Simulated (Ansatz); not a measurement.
Ge: pressure against volume per atom

Results calculated with Ansatz 0.2.0, not measured. Periodic Kohn-Sham DFT of a crystal at fixed atoms; pressure and stress are positive in compression; the energy is the free energy less that of spherical unpolarised free atoms; site moments are those in the method's own spheres, positive along +z.

Cell of the first row (space group Fd-3m, No. 227):
```
cell vectors (Å)
   0.0000     2.7710     2.7710
   2.7710     0.0000     2.7710
   2.7710     2.7710     0.0000
atoms (fractions of the cell vectors)
Ge  0.50000  0.50000  0.50000
Ge  0.75000  0.75000  0.75000
```

Settings of every row: method frozen-core PAW; functional LDA; relativity scalar; k mesh 10x10x10; filling fermi-dirac; smearing width 0.05 eV; wave cutoff 420 eV; paw set soft_2.

Atom start moment: 0 on all atoms.

Limits: PAW files made with PBE.

Limits of some rows: small gap, it may come from the mesh (row 1).

| row | volume per atom (Å³) | pressure (GPa) |
| --- | --- | --- |
| 1 | 21.278 | 3.392 |
| 2 | 22.409 | -0.614 |
| 3 | 22.636 | -1.284 |
| 4 | 22.862 | ? |
| 5 | 23.994 | -4.57 |

Question: what pressure should row 4 give?

Worked fit of pressure. Take u = (V_r/V)^(2/3) − 1 with V_r = 22.523 Å³ an atom, which is twice the finite (Eulerian) strain; such expansions in the strain, on which the Birch-Murnaghan equation of state is built, carry the rest volume and the bulk modulus. The shown rows have u = 0.03864, 0.00339, -0.00333, -0.0413. Least squares give pressure = −0.9555 + 100.426 × u + 312.67 × u² GPa; a straight line predicts inner rows, each left out in turn, worse (root mean square 0.33 against 0.005 GPa). The rows lie off it by 0.000, -0.003, 0.002, 0.000. The pressure vanishes at u = 0.0092, or V = 22.21 Å³ an atom, and there the bulk modulus at fixed shape and fractions is B = −V dP/dV = (2/3)(1 + u) dP/du = 71.5 GPa. The withheld row has u = -0.00991, so the fit gives −0.9555 + 100.426 × (-0.00991) + 312.67 × (-0.00991)² = -1.920 GPa.

The calculation gave -1.918 GPa. The fit lies 0.002 GPa (0.025 % of the column's range) below it; its largest miss of a shown row is 0.003 GPa.
